# Repetition rate of a 1 GHz III-V-on-silicon mode-locked laser

## Model

Vladimirov and Turaev (2005) treat a unidirectional ring of absorber, gain section, linear loss (power transmission $\kappa$) and Lorentzian filter. Integrating the travelling-wave equations along characteristics multiplies the envelope $A$ by
$$R=\sqrt\kappa\,e^{(1-i\alpha_g)G/2-(1-i\alpha_q)Q/2},$$
where $G$, $Q$ are the integrated gain and absorption and $\alpha_{g,q}$ the linewidth enhancement factors. The filter convolves $B=RA$ with $\gamma e^{-\gamma\tau}$, $\tau>0$. Differentiating,
$$\gamma^{-1}\dot A+A=R(t-T)A(t-T),$$
$$\dot G=g_0-\gamma_gG-e^{-Q}(e^G-1)|A|^2,$$
$$\dot Q=q_0-\gamma_qQ-s(1-e^{-Q})|A|^2 .$$
$T$ is the transit time without the filter, $g_0,q_0$ are pump terms, $\gamma_{g,q}$ recovery rates, and $s$ is the gain-to-absorber saturation-energy ratio. The optical phase over $T$ at the filter centre is taken as a multiple of $2\pi$.

Illustrative inputs are $T=1$ ns (76.9 mm at a typical group index 3.9) and $1/\gamma=0.40$ ps, a power FWHM $\gamma/\pi=0.80$ THz, or 6.4 nm at 1550 nm. Photons of 0.80 eV lie below the measured silicon gap (1.12 eV at 300 K, compiled by Wing 2021), so the waveguide is passive. Two-photon absorption is omitted.

## Wrong attempt (line W2 is false)

- W1. A steady pulse train is periodic.
- W2. The only delay is $T$, so $A(t-T)=A(t)$, likewise $G$, $Q$.
- W3. $f_{\rm rep}=1/T=1.00000$ GHz for any filter. **Wrong.**

## Symptom

Set $\alpha_{g,q}=0$, with $A$ real and positive. W2 gives $\dot A=\gamma(R-1)A$. A leading edge $e^{\lambda t}$ then needs $R=1+\lambda/\gamma>1$ ahead of the pulse. For $\lambda=\gamma/2$ (0.8 ps tail), background noise would gain $R^2=2.25$ in power per pass, incompatible with a stable background. Likewise, a simulated trace folded at $T$ shows the pulse walking steadily later.

## Faulty line

W2 ignores the left-hand side. The filter response has mean delay $\int_0^\infty\tau\gamma e^{-\gamma\tau}d\tau=1/\gamma$.

## Mended calculation

**Cold modes.** Insert $A\propto e^{i\omega t}$, $\omega$ counted from the filter centre, with $G=g_0/\gamma_g$, $Q=q_0/\gamma_q$. The modulus gives the threshold and the argument the modes:
$$\kappa e^{G-Q}=1+\omega^2/\gamma^2,$$
$$\omega T+\arctan(\omega/\gamma)+\tfrac12(\alpha_gG-\alpha_qQ)=2\pi m .$$
The group delay is $T+\gamma/(\gamma^2+\omega^2)$, so near the centre the spacing is $1/(T+1/\gamma)=0.99960$ GHz.

**Pulses** ($\alpha_{g,q}=0$). With period $T+\delta$,
$$\gamma^{-1}\dot A+A=B(t+\delta).$$
Integrating over one isolated pulse gives $\int B\,dt=\int A\,dt$. Multiplying by $t$ first, with $\int t\dot A\,dt=-\int A\,dt$, gives
$$\delta=\frac1\gamma+\langle t\rangle_B-\langle t\rangle_A ,$$
where $\langle t\rangle$ is the amplitude centroid. Absorber bleaching moves the centroid later and gain depletion earlier.

The tails bound this shift. Taking $R$ constant along each, $1+\lambda/\gamma=R_-e^{\lambda\delta}$ ahead and, for $e^{-\mu t}$, $1-\mu/\gamma=R_+e^{-\mu\delta}$ behind. A stable background, $R_\pm<1$, requires
$$\frac{\ln(1+\lambda/\gamma)}{\lambda}<\delta<\frac{-\ln(1-\mu/\gamma)}{\mu}.$$
For $\lambda=\mu=\gamma/2$ this is $0.81<\gamma\delta<1.39$, or 0.32 to 0.55 ps, and $\delta=0$ is excluded.

## Size of the error

W3 overestimates the rate by $\delta/[T(T+\delta)]$. The model's value is 0.40 MHz (400 ppm) for $\delta=1/\gamma$, bracketed by 0.32 and 0.55 MHz. The folded pulse slips a full period in about $\gamma T=2500$ round trips. The comb line at the filter's half-power point, about 398 lines from the centre, is misplaced by about 0.16 GHz.

For mask design this is minor, since 1% in group index moves $T$ by 10 ps and the rate by about 10 MHz. It matters when folding simulations or extracting $T$ from the RF tone. Waveguide dispersion, absent from the model, rivals $\delta$: a typical $|D|\approx1$ ps/(nm·m) spreads the group delay by about 0.5 ps across the filter band. Real devices typically emit chirped pulses several times longer than these tails imply, so the unchirped bracket is only indicative.